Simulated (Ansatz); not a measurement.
# From Si(SH)F3 to Si(SH)Cl3: predicting a member

On one Si centre that keeps SH, n of the F ligands are replaced by Cl. The atomisation energy (no zero-point term) y in kJ/mol at CCSD(T)/CBS estimate. Shapes, held fixed at every level: PBE0-D4/def2-TZVP. Flexible molecules stand in one conformer, not always the lowest. Programs: Ansatz 0.2.0.

```
  molecule  n  y (kJ/mol)
  Si(SH)F3  0        2488
Si(SH)ClF2  1           ?
Si(SH)Cl2F  2        2098
 Si(SH)Cl3  3        1907
```

**Question.** Fit y = c + s·n to the known rows and predict Si(SH)ClF2.

**Answer.** 
1. Means of the 3 rows: n = 1.66667, y = 2164.3.
2. Σ(Δn)² = 4.6667, Σ(Δn·Δy) = -904.67, so the slope is -904.67/4.6667 = -193.86.
3. Intercept: 2164.3 − (-193.86) × 1.66667 = 2487.4. The largest residual of the fit is 1.7.
4. Si(SH)ClF2: 2487.4 + (-193.86) × 1 = 2294 kJ/mol.

The run gave 2291 kJ/mol, so the prediction is off by +3 kJ/mol, about the scatter of the fit. The steps are nearly additive. The slope is the difference between a Si–Cl and a Si–F bond. Other levels give for Si(SH)ClF2: HF/def2-TZVPP 1662; PBE-D4/def2-TZVPP 2307; B2PLYP/def2-TZVPP 2235 kJ/mol. Spin-orbit coupling of the free atoms (F 2, Cl 4 kJ/mol each; the atoms kept shift only the intercept) is left out. The CBS estimate extrapolates MP2 from def2-TZVPP and def2-QZVPP and adds CCSD(T) − MP2 in the triple-zeta set, cores frozen.

Replacing fluorine by chlorine lowers the atomisation energy at every step, because the Si–F bond is much the stronger of the two. Fluorine's higher electronegativity gives the bond a large ionic contribution, and its compact 2p shell allows a short contact with silicon, whereas the larger, more diffuse 3p shell of chlorine gives a longer, less polar bond.

With the computed value for Si(SH)ClF2 included, the decrements shrink slightly from each substitution to the next, so both mixed members lie just below a straight line between Si(SH)F3 and Si(SH)Cl3. This suggests a weak mutual reinforcement of Si–F bonds on a common, strongly positive silicon, though the curvature is small enough that conformer choice could alter it.

Hartree–Fock recovers only 1662 of the 2291 kJ/mol for Si(SH)ClF2, probably mainly because it misses the correlation energy gained on pairing electrons into bonds. The slope alone does not give the energy of a real halogen exchange, which also depends on the bonds broken and formed in the reagent.
